Peak drift velocity of an InGaAs/InAlAs superlattice oscillator: a one-τ estimate that fails, and its repair

Model and inputs

The lowest miniband is E(k) = (Δ/2)(1 − cos kd), with width Δ and period d, so v(k) = v₀ sin kd with v₀ = Δd/2ħ. F is the field magnitude, z points along the force on the electron, and ħ dk/dt = eF defines the Bloch frequency ω_B = eFd/ħ. Define s = ⟨sin kd⟩ and c = ⟨cos kd⟩. The drift velocity is v₀s and the mean miniband energy is (Δ/2)(1 − c). For Boltzmann statistics f₀ ∝ exp[(Δ/2kT) cos kd], which gives c₀ = I₁(Δ/2kT)/I₀(Δ/2kT), a ratio of modified Bessel functions.

Typical inputs for a superlattice lattice-matched to InP: Δ = 160 meV, d = 5.0 nm, 130 periods (L = 0.65 µm), n = 8×10¹⁶ cm⁻³, T = 300 K, inelastic (phonon) rate ν_e = 1.0×10¹³ s⁻¹, elastic (roughness, alloy, impurity) rate ν_el = 2.0×10¹³ s⁻¹. The domain transit frequency is estimated as f ≈ 0.7 v_p/L, with v_p the peak velocity and 0.7 an approximate empirical factor. Then Δ/2kT = 3.09, c₀ = 0.817 and v₀ = 6.08×10⁷ cm/s. Intermediate values are carried unrounded.

The wrong attempt (its results must not be used)

Line 1. Add the rates: τ = 1/(ν_e + ν_el) = 33.3 fs.
Line 2. Take one relaxation time for all collisions: ∂f/∂t + (eF/ħ)∂f/∂k = −(f − f₀)/τ.
Line 3. Multiply by sin kd or cos kd and integrate over the zone by parts: ds/dt = ω_B c − s/τ and dc/dt = −ω_B s − (c − c₀)/τ.
Line 4. The steady state is the Esaki-Tsu law with thermal factor, v = v₀c₀ ω_Bτ/(1 + ω_B²τ²). It peaks at eFd = ħ/τ with v_p = v₀c₀/2 and has negative differential velocity beyond. At low density and T → 0, c₀ → 1 and v_p = Δd/4ħ, here 3.04×10⁷ cm/s.

Wrong results: critical field F_c = ħ/(eτd) = 39.5 kV/cm, v_p = 2.48×10⁷ cm/s, peak current density j_p = env_p = 318 kA/cm², f ≈ 267 GHz.

The symptom

First, v_p contains no τ. Interfaces could be roughened without limit and the peak current would not move.

Second, the power does not balance. At the peak c = c₀/2, so each electron carries an excess energy Δc₀/4 = 32.7 meV. Phonons remove it at ν_e × 32.7 meV = 0.327 eV/ps, while the field supplies eF_c v_p = 0.980 eV/ps. Two thirds of the Joule power is carried off by collisions that were declared elastic.

The faulty line

Line 2. The term −(f − f₀)/τ resets every scattered electron to the thermal distribution, so it relaxes energy as well as velocity. Line 1 is the correct velocity relaxation rate, and lines 3 and 4 follow correctly from line 2. An elastic collision randomises the sign of k and leaves the energy alone.

The mended calculation

Keep two collision terms, as Ktitorov, Simin and Sindalovskii did:

∂f/∂t + (eF/ħ)∂f/∂k = −ν_e(f − f₀) − ν_el[f(k) − f(−k)]/2.

The elastic term is odd in k, so it damps s at the rate ν_el and drops out of the equation for c. With ν_v = ν_e + ν_el:

ds/dt = ω_B c − ν_v s
dc/dt = −ω_B s − ν_e(c − c₀)

In the steady state c = ν_v s/ω_B, and the second equation gives s = c₀ν_eω_B/(ν_eν_v + ω_B²). Define τ_eff = 1/√(ν_eν_v) and δ = √(ν_e/ν_v), so that δ/τ_eff = ν_e. Then

v = δ v₀c₀ ω_Bτ_eff/(1 + ω_B²τ_eff²), with δ = √[ν_e/(ν_e + ν_el)].

The Esaki-Tsu shape survives, with the peak at eFd = ħ/τ_eff and v_p = δv₀c₀/2. For ν_el = 0 line 4 returns. The equation for c times Δ/2 reads eFv = ν_e(Δ/2)(c₀ − c), so power now balances at every field.

Model values: δ = 0.577, τ_eff = 57.7 fs, F_c = 22.8 kV/cm, v_p = 1.43×10⁷ cm/s, j_p = 184 kA/cm², f ≈ 154 GHz. At the peak the field supplies 0.327 eV/ps, which is what the phonons remove. The drop per period, eF_c d = 11.4 meV, is far below Δ, as semiclassical miniband transport requires.

Size of the error

F_c, v_p, j_p and f are all too high by 1/δ = 1.73, that is by 73 %. The low-field mobility μ = eΔd²c₀/(2ħ²ν_v) = 1.26×10³ cm²/Vs is the same in both calculations, so a small-signal resistance check passes and hides the slip. Fitting the single τ to the critical field does not help: F_c is then right, but μ and v_p are both 73 % high. Between 22.8 and 39.5 kV/cm the attempt predicts positive differential velocity where the mended curve already falls. Far above the peak, v ≈ v₀c₀ν_e/ω_B and the attempt is high by ν_v/ν_e = 3.

Other corrections are smaller. Self-heating to 400 K lowers c₀ to 0.744, or v_p by 9 % at fixed rates. Fermi statistics with a typical in-plane mass of 0.045 m₀ lowers c₀ by under 2 %. Real elastic scattering also trades miniband energy against in-plane motion, which this one-dimensional model omits, so ν_e and ν_el are effective rates.

The rates, L and the factor 0.7 were chosen so that the model reproduces the roughly 150 GHz typical of such devices, and the 154 GHz is therefore no test of the model. For a 140 GHz design the attempt asks for L = 1.24 µm, which in the mended model oscillates near 81 GHz. The model's correct length is 0.72 µm.